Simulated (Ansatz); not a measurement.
# Loss of H2: CH6GeO2 → CH4GeO2 + H2

Species: CH6GeO2 `C[O][GeH2][OH]`, singlet; CH4GeO2 `C[O][Ge][OH]`, singlet; H2 (hydrogen), singlet. 

Shapes, held fixed at every level: PBE0-D4/def2-TZVP. Flexible molecules stand in one conformer, not always the lowest. Programs: Ansatz 0.2.0. The zero-point and thermal change to 298 K, harmonic and unscaled (PBE0-D4/def2-TZVP), is -10.0 kJ/mol.

| level | kind | ΔH(298 K) (kJ/mol) | less CCSD(T)/def2-TZVPP |
| --- | --- | --- | --- |
| HF/def2-SVP | Hartree–Fock | +70.4 | +21.4 |
| HF/def2-TZVPP | Hartree–Fock | +62.4 | +13.4 |
| PBE0-D4/def2-TZVPP | global hybrid | +43.3 | -5.7 |
| wB97M-V/def2-TZVPP | range-separated hybrid | +29.0 | -20.0 |
| B2PLYP/def2-TZVPP | double hybrid | +28.8 | -20.2 |
| MP2/def2-SVP | perturbation theory | +56.2 | +7.2 |
| CCSD/def2-TZVPP | coupled cluster or CI | +54.1 | +5.1 |
| CCSD(T)/def2-TZVPP | coupled cluster or CI | +49.0 | 0.0 |

The highest level, CCSD(T)/def2-TZVPP, gives ΔH(298 K) = +49.0 kJ/mol; the levels span +28.8 to +70.4. The column of differences is taken from that level and isn't an error. No measured value is set beside it here. Relativity is left out for Ge unless named. Correlated rows may include outer-core shells of Ge, which these sets cover unevenly.

Loss of H2 from the germanium(IV) compound is endothermic at every level, at +49.0 kJ/mol with CCSD(T). The reaction is a reductive elimination: two Ge–H bonds give way to the strong H–H bond, and germanium is left divalent, with a lone pair of largely 4s character and a formally empty 4p orbital. The modest cost probably reflects the two oxygen substituents, which donate π density into that empty orbital and, being electronegative, leave more s character in the lone pair.

Correlation favours the products: in the larger basis the enthalpy falls from Hartree–Fock through CCSD to CCSD(T), as expected when a low-lying empty p orbital helps to correlate the lone pair. All three density-based methods lie below CCSD(T), PBE0-D4 least so, perhaps because they balance Ge(IV) against Ge(II) differently. The sign of the enthalpy is therefore secure across these methods, but its size is much less so. An endothermic enthalpy alone settles neither the barrier to H2 loss nor the temperature at which entropy would favour it.
